## Boron arsenide: questions on its stiffness

Strain a crystal along one cube edge and hold the other two edges at their length. C11 is the stress along the strained edge per unit strain, and C12 is the stress that the same strain causes along each of the other two, again per unit strain. C44 measures resistance to shear that tilts the cube edges towards each other. The bulk modulus B measures resistance to uniform compression.

ABINIT 10.8.3, PBE with scalar-relativistic PseudoDojo NC SR PBE v0.4.1 standard pseudopotentials, for zinc-blende BAs with the cell relaxed at zero pressure. The plane-wave cutoff is 1142.88 eV and the k-point mesh 6 × 6 × 6 with four shifts. Computed elastic constants refer to the cubic axes and include the relaxation of the atoms under strain.

```
row  computed constant (GPa)           what it is  measured constant (GPa)                                      label in the paper, method, sample  temperature of the measurement (K)                   source
  1                       63                  C12                      n/a                                                                     n/a                                 n/a                      n/a
  2                      n/a                  n/a                     79.5                 C12; from C11 and literature bulk modulus; bulk crystal                                 n/a  arXiv:1911.11281 (2019)
  3                    131.2  bulk modulus (Hill)                      n/a                                                                     n/a                                 n/a                      n/a
  4                      145                  C44                      n/a                                                                     n/a                                 n/a                      n/a
  5                      n/a                  n/a                      148                 literature experimental value; not stated; bulk crystal                                 n/a  arXiv:1911.11281 (2019)
  6                      n/a                  n/a                      149  C44; picosecond ultrasonics with literature bulk modulus; bulk crystal                                 300  arXiv:1911.11281 (2019)
  7                      267                  C11                      n/a                                                                     n/a                                 n/a                      n/a
  8                      n/a                  n/a                      285    C11; surface acoustic waves and picosecond ultrasonics; bulk crystal                                 n/a  arXiv:1911.11281 (2019)
```

### 1. What does the unnamed measured value of 148 GPa belong to?

It looks like a partner for C44, whose computed value is the row just above it. In a cubic crystal, however, B = (C11 + 2 C12)/3, and the measured constants give (285 + 2 × 79.5)/3 = 148 GPa. The value is therefore the bulk modulus, and its computed partner is 131 GPa. The sum identifies the value but does not test it, because the measured C12 was derived from a literature bulk modulus.

### 2. Why is C11 so much larger than C12?

Stretch the crystal along one edge and shrink it along another, so that the volume stays the same. The resistance to this change of shape is C′ = (C11 − C12)/2. If the bonds resisted only stretching, the open tetrahedral network could yield by turning its bonds at constant length, and C11 would equal C12. The large gap between them shows that the bond angles are stiff too, as expected for directional covalent bonds.

### 3. Is C12 the constant that the calculation gets most wrong?

In per cent, yes: it lies 21% below the measured value, while C11 lies only 6% below. In GPa the two deficits are almost the same, and C12 has the larger percentage only because it is small.

An equal shift has a simple meaning. Since C11 = B + 4C′/3 and C12 = B − 2C′/3, an error in B alone moves both by the same amount. Lowering the measured C11 by the deficit in B gives 285 − 17 = 268 GPa, and the calculation has 267. Had all constants softened by one common factor, C11 would be near 253 GPa. The calculated crystal is thus too easy to compress, but about as hard to distort as the measured one.

### 4. Why should compression suffer and not the change of shape?

The likely reason is the size of the cell. The cell was relaxed with PBE, which usually makes bonds slightly too long, and a longer bond resists further stretching less. In silicon and gallium arsenide the shear constants are known to depend much less on volume than the bulk modulus does, and the same tendency is expected here. Keating's model, which treats the crystal as springs for bond lengths and bond angles, puts the same numbers in terms of bonds: C11 + 3 C12, which measures the stretching stiffness, is 13% below the value from the measured constants, and C11 − C12, which measures the bending stiffness, only about 1%.

The size can be estimated. The fractional fall in B is roughly the fractional excess in volume times the pressure derivative of B. With rough recalled values of 2% and 4, B falls by 148 × 0.02 × 4 ≈ 12 GPa, a good part of the 17 GPa to be explained. A calculation at the measured volume would test this, and should raise C11 and C12 by similar amounts; none is available here. Correcting the measurements for temperature and zero-point motion would normally widen the gap, because both soften a real crystal.

### 5. What would change if the atoms could not adjust during the strain?

C44 would rise from 145 to 161 GPa, from just below the measured 149 to clearly above it. This shear lengthens some bonds around each atom and shortens others. The boron and arsenic sublattices then shift against each other, trading costly bond stretching for cheaper bending. A strain along a cube edge leaves three twofold axes through every atom, so no direction is singled out for a shift, and C11 and C12 stay as they are.

Keating's springs can predict C44 from the computed C11 and C12 without any adjustable constant. They give 141 GPa with the atoms free to move and 165 GPa with them held. Both are close to the full calculation, but the model exaggerates the relief that the shift brings. Two kinds of spring capture the mechanism, not its exact size.

### 6. How firm is the agreement in resistance to change of shape?

It is less firm than the numbers suggest. The computed and measured C′ are 102 and 103 GPa, but the measured C12 was itself derived from C11 and the literature bulk modulus. If that modulus were 5 GPa lower, the measured C12 would drop to 72 GPa and C′ would rise to about 107 GPa. Part of the error now assigned to compression would then belong to the change of shape. The measured C44 also relied on a literature bulk modulus. An independent measurement of C12 would settle the matter for C′.

### 7. Which digits can be used in a design?

The tens of GPa carry the message; the last digit does not. Neither error bars for the measurements nor a test with finer computational settings is given, so nothing can be concluded from the 4 GPa difference in C44. For loads that compress the crystal, the measured bulk modulus is the better input, because the computed one would overstate the change in volume by about an eighth. The output below lists the comparisons used here.

Printed output of the fit:

```
Bulk modulus from computed C11 and C12, GPa: 131
Bulk modulus from measured C11 and C12, GPa: 148
C11 computed less measured, GPa: -18
C11 computed less measured, percent: -6.316
C12 computed less measured, GPa: -16.5
C12 computed less measured, percent: -20.75
Bulk modulus computed less measured, GPa: -16.8
Bulk modulus computed less measured, percent: -11.35
C44 computed less measured, GPa: -4
C44 computed less measured, percent: -2.685
Shear constant (C11-C12)/2 computed, GPa: 102
Shear constant (C11-C12)/2 measured, GPa: 102.8
C11 expected if only the bulk modulus is too low, GPa: 268.2
C11 expected if all constants soften by one factor, GPa: 252.6
C44 expected if all constants soften by one factor, GPa: 132.1
Keating C44 from computed C11 and C12, GPa: 140.9
Keating C44 from measured C11 and C12, GPa: 147.6
Keating C44 with atoms held, from computed C11 and C12, GPa: 165
Computed C44 with atoms held, GPa: 160.6
Fall of computed C44 when the atoms relax, GPa: 15.56
Bond-stretching measure C11+3C12, computed less measured, percent: -12.89
Bond-bending measure C11-C12, computed less measured, percent: -0.7299
Measured C12 if the literature bulk modulus were 5 GPa lower, GPa: 72
Measured (C11-C12)/2 if the literature bulk modulus were 5 GPa lower, GPa: 106.5
Computed cubic lattice constant, angstrom: 4.81
Rough fall of bulk modulus for recalled 2 percent excess volume and pressure derivative 4, GPa: 11.84
```
